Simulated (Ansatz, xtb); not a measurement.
**CH7AlSSi: which of two isomers lies lower**

Structure X is `[CH3][AlH][S][SiH3]`, a singlet and structure Y is `[SiH3][CH2][AlH][SH]`, a singlet. Both are isolated molecules in the gas phase, relaxed with BLYP-D3(BJ)/def2-SVP, each in the lowest conformer that the search found.

Quicker runs give these differences E(Y) − E(X): GFN2-xTB +89.7 kJ/mol; HF/STO-3G +57.9 kJ/mol (at GFN2-xTB geometries); r2SCAN-D4/def2-SVP +49.4 kJ/mol (at GFN2-xTB geometries).

Task: Estimate E(Y) − E(X) at the level CCSD(T)/def2-SVP + ΔMP2/def2-TZVPP.

Result: Calculated at CCSD(T)/def2-SVP + ΔMP2/def2-TZVPP: E(Y) − E(X) = +49.4 kJ/mol, so structure X lies lower.

Level by level:

| level | geometry | E(Y) − E(X) (kJ/mol) | departure from the last row (kJ/mol) | job, with rough time for the two |
| --- | --- | --- | --- | --- |
| GFN2-xTB | GFN2-xTB | +89.7 | +40.4 | optimisation, 0.78 s |
| HF/STO-3G | GFN2-xTB | +57.9 | +8.5 | single point, 0.32 s |
| r2SCAN-D4/def2-SVP | GFN2-xTB | +49.4 | 0.0 | single point, 4.2 s |
| BLYP-D3(BJ)/def2-SVP | BLYP-D3(BJ)/def2-SVP | +46.4 | −2.9 | optimisation, 1.7 min |
| HF/def2-SVP | BLYP-D3(BJ)/def2-SVP | +52.1 | +2.7 | part of the CCSD(T) run |
| MP2/def2-SVP | BLYP-D3(BJ)/def2-SVP | +46.7 | −2.7 | part of the CCSD(T) run |
| CCSD(T)/def2-SVP | BLYP-D3(BJ)/def2-SVP | +44.2 | −5.1 | single point |
| CCSD(T)/def2-SVP + ΔMP2/def2-TZVPP | BLYP-D3(BJ)/def2-SVP | +49.4 |  | single point, 21 s |

As drawn, Y has 1 C–Si, 1 S–H in place of 1 S–Si, 1 C–H.

The levels shown agree on the order. The largest departure from CCSD(T)/def2-SVP + ΔMP2/def2-TZVPP is that of GFN2-xTB, 40.4 kJ/mol. The last row adds to CCSD(T) the change of the MP2 difference between the two basis sets, here +5.1 kJ/mol.

With harmonic frequencies from BLYP-D3(BJ)/def2-SVP (ideal gas, rigid rotor, one conformer each, 298.15 K, 1 atm): on the last row, ΔE + ΔZPE = +44.4 kJ/mol. A mode under 50 cm⁻¹ makes harmonic enthalpies and free energies unreliable, so none is given.

The correlated steps freeze 16 core orbitals. Codes used: Ansatz 0.2.0, xtb 6.7.1; the last row on 2 threads of Arm Neoverse V1 on a shared host.

The preference for X is mainly a matter of where hydrogen and silicon sit. Both isomers keep the Al–C and Al–S links, so the comparison comes down to exchanging S–Si and C–H bonds for C–Si and S–H bonds. A C–H bond is considerably stronger than an S–H bond, and the polar Si–S bond offsets much of the advantage that a Si–C bond would otherwise give Y. Hartree–Fock already recovers the preference, so it doesn't depend on electron correlation. Zero-point motion narrows the gap to +44.4 kJ/mol, as expected when a stiff C–H oscillator in X is replaced by a softer S–H one in Y.

The exact match of r2SCAN-D4 with the final value probably owes something to error cancellation, while the much larger GFN2-xTB gap suggests an imbalance in its description of these heteroatom bonds. The ordering needn't carry over to condensed phases, where three-coordinate aluminium can associate through sulfur bridges.
